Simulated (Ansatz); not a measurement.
## Strength of the C–Si bond: SiH2(CH3)(CN) → SiH2(CN) + CH3

Species: SiH2(CH3)(CN), singlet; SiH2(CN), doublet; CH3 (methyl radical) `[CH3]`, doublet. 

Shapes, held fixed at every level: PBE0-D4/def2-TZVP. Programs: Ansatz 0.2.0. The zero-point and thermal change to 298 K, harmonic and unscaled (PBE0-D4/def2-TZVP), is -17.8 kJ/mol.

| level | kind | ΔH(298 K) (kJ/mol) | less CCSD(T)/CBS estimate | CPU time (sum over the molecules) |
| --- | --- | --- | --- | --- |
| SPW92/def2-TZVPP | LDA | +423.0 | +40.1 | 4.4 s |
| PBE0-D4/def2-TZVPP | global hybrid | +366.2 | -16.7 | 9 s |
| r2SCAN0-D4/def2-TZVPP | global hybrid | +349.2 | -33.7 | 16 s |
| wB97X-V/def2-TZVPP | range-separated hybrid | +386.1 | +3.2 | 23 s |
| B2PLYP/def2-TZVPP | double hybrid | +364.1 | -18.8 | 15 s |
| MP2/def2-SVP | perturbation theory | +383.6 | +0.7 | – |
| MP2/def2-TZVPP | perturbation theory | +399.3 | +16.4 | – |
| CCSD(T)/CBS estimate | coupled cluster or CI | +382.9 | 0.0 | 3.2 min |

The highest level, CCSD(T)/CBS estimate, gives ΔH(298 K) = +382.9 kJ/mol; the levels span +349.2 to +423.0. The column of differences is taken from that level and isn't an error. No measured value is set beside it here. Spin contamination: SiH2(CN) (⟨S²⟩ up to 0.82). Open shells run unrestricted unless RO is named. The CBS estimate extrapolates MP2 from def2-TZVPP and def2-QZVPP and adds CCSD(T) − MP2 in the triple-zeta set, cores frozen. Times are processor times on shared x86 and Arm servers, and rough.

Breaking the Si–C bond homolytically costs +382.9 kJ/mol at the coupled-cluster level, as expected for a strong, polar single bond. The electronegativity difference between silicon and carbon adds ionic stabilisation to the σ overlap, and this is lost when the bond separates into two neutral radicals. The unpaired electron on SiH2(CN) can delocalise into the cyano π system, but the diffuse silicon orbital overlaps with it only modestly, so this probably offsets little of the cost.

LDA shows its familiar overbinding, whereas both global hybrids and the double hybrid fall below the coupled-cluster value; the range-separated hybrid stays close to it. The near-coincidence of MP2/def2-SVP with coupled cluster is no sign of convergence, since the larger basis moves MP2 away to +399.3 kJ/mol, which suggests that basis-set and correlation errors cancel in the smaller one. Without the corresponding cleavage of methylsilane, the calculation doesn't establish whether the cyano group strengthens or weakens the Si–CH3 bond.
